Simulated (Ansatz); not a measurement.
# A series in volume per atom on W

All results are calculated (Ansatz 0.2.0). Periodic Kohn-Sham DFT of a crystal at fixed atoms; pressure and stress are positive in compression; the energy is the free energy less that of spherical unpolarised free atoms; site moments are those in the method's own spheres, positive along +z.

Cell of the first row (space group Fm-3m, No. 225):
```
W
1.0
      0.0000     1.9886     1.9886
      1.9886     0.0000     1.9886
      1.9886     1.9886     0.0000
W
1
Direct
  0.00000 0.00000 0.00000
```

Settings of every row: method all-electron PAW; functional LDA; relativity scalar; k mesh 14x14x14; filling fermi-dirac; smearing width 0.05 eV; nucleus gaussian.

Atom start moment: 0 on all atoms.

Limits: no spin-orbit coupling on heavy atoms.

```csv
row,volume per atom (Å³),pressure (GPa)
1,15.727,-0.812
2,15.894,-4.005
3,16.062,-7.037
4,16.396,?
5,16.564,-15.23
6,16.731,-17.679
7,16.898,-19.998
8,17.065,-22.195
9,17.4,-26.239
10,17.567,-28.097
11,17.735,-29.853
```

Question: what pressure should row 4 give?

Worked fit of pressure. Take u = (V_r/V)^(2/3) − 1 with V_r = 16.815 Å³ an atom, which is twice the finite (Eulerian) strain; such expansions in the strain, on which the Birch-Murnaghan equation of state is built, carry the rest volume and the bulk modulus. The shown rows have u = 0.0456, 0.03827, 0.03101, 0.01008, 0.00334, -0.00328, -0.00979, -0.02254, -0.02875, -0.03489. Least squares give pressure = −18.8606 + 350.037 × u + 1002.19 × u² GPa; a straight line predicts inner rows, each left out in turn, worse (root mean square 0.58 against 0.0052 GPa). The rows lie off it by 0.003, -0.008, 0.005, 0.000, 0.001, 0.000, -0.004, 0.002, -0.001, 0.000 (root mean square 0.0035 GPa). The withheld row has u = 0.01696, so the fit gives −18.8606 + 350.037 × (0.01696) + 1002.19 × (0.01696)² = -12.636 GPa.

The calculation gave -12.643 GPa. The fit lies 0.007 GPa (0.024 % of the column's range) above it; its largest miss of a shown row is 0.008 GPa.
